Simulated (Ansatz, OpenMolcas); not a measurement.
## CH3Al (SMILES C[Al]): methods side by side

CH3Al: 5 atoms, total charge 0, spin state singlet. As SMILES, `C[Al]`. The coordinates come from a PBE0-D4/def2-TZVP relaxation.

Quantity: the vertical energy of the triplet above the singlet, in eV. The values are calculated.

```
            level                    kind     program  value (eV)  CPU time (all runs)
       HF/cc-pVTZ            Hartree–Fock      Ansatz        1.33                6.6 s
    SVWN5/cc-pVTZ                     LDA  OpenMolcas        2.05              2.4 min
     BLYP/cc-pVTZ                     GGA  OpenMolcas        2.08              3.9 min
      PBE/cc-pVTZ                     GGA      Ansatz        1.89                 34 s
   r2SCAN/cc-pVTZ                meta-GGA      Ansatz        1.72                 70 s
    BHLYP/cc-pVTZ           global hybrid      Ansatz        2.06                 43 s
  r2SCAN0/cc-pVTZ         hybrid meta-GGA      Ansatz        1.73                2 min
CAM-B3LYP/cc-pVTZ  range-separated hybrid      Ansatz        2.09                 46 s
  RPA@PBE/cc-pVTZ                     RPA      Ansatz        2.01                 59 s
     CCSD/cc-pVTZ   coupled cluster or CI      Ansatz        2.07                 24 s
```

The values span 1.33 to 2.09 eV. Times are those of the runs behind each value, whatever else they computed, on shared processors of several kinds: orders of magnitude only.

Every method puts the singlet below the triplet, as expected for a monovalent aluminium compound. Aluminium keeps a lone pair of mainly 3s character, polarised away from the Al–C bond, while its 3p orbitals perpendicular to the bond are formally empty. Reaching the triplet means promoting one electron from the lone pair into such a π-type orbital, and the cost of this s-to-p promotion outweighs the exchange energy gained by parallel spins.

Hartree–Fock gives by far the smallest gap, 1.33 eV against 2.07 eV with CCSD, probably because it misses the correlation of the lone pair, which is lost when the pair is broken. The share of exact exchange matters little within a functional family: BLYP and BHLYP nearly coincide, as do r2SCAN and r2SCAN0, though the second pair lies clearly lower. The ordering of the two states is therefore secure across these methods, whereas the size of the gap depends on the functional. The triplet's own relaxation, which would lower the gap, isn't included in these vertical values.
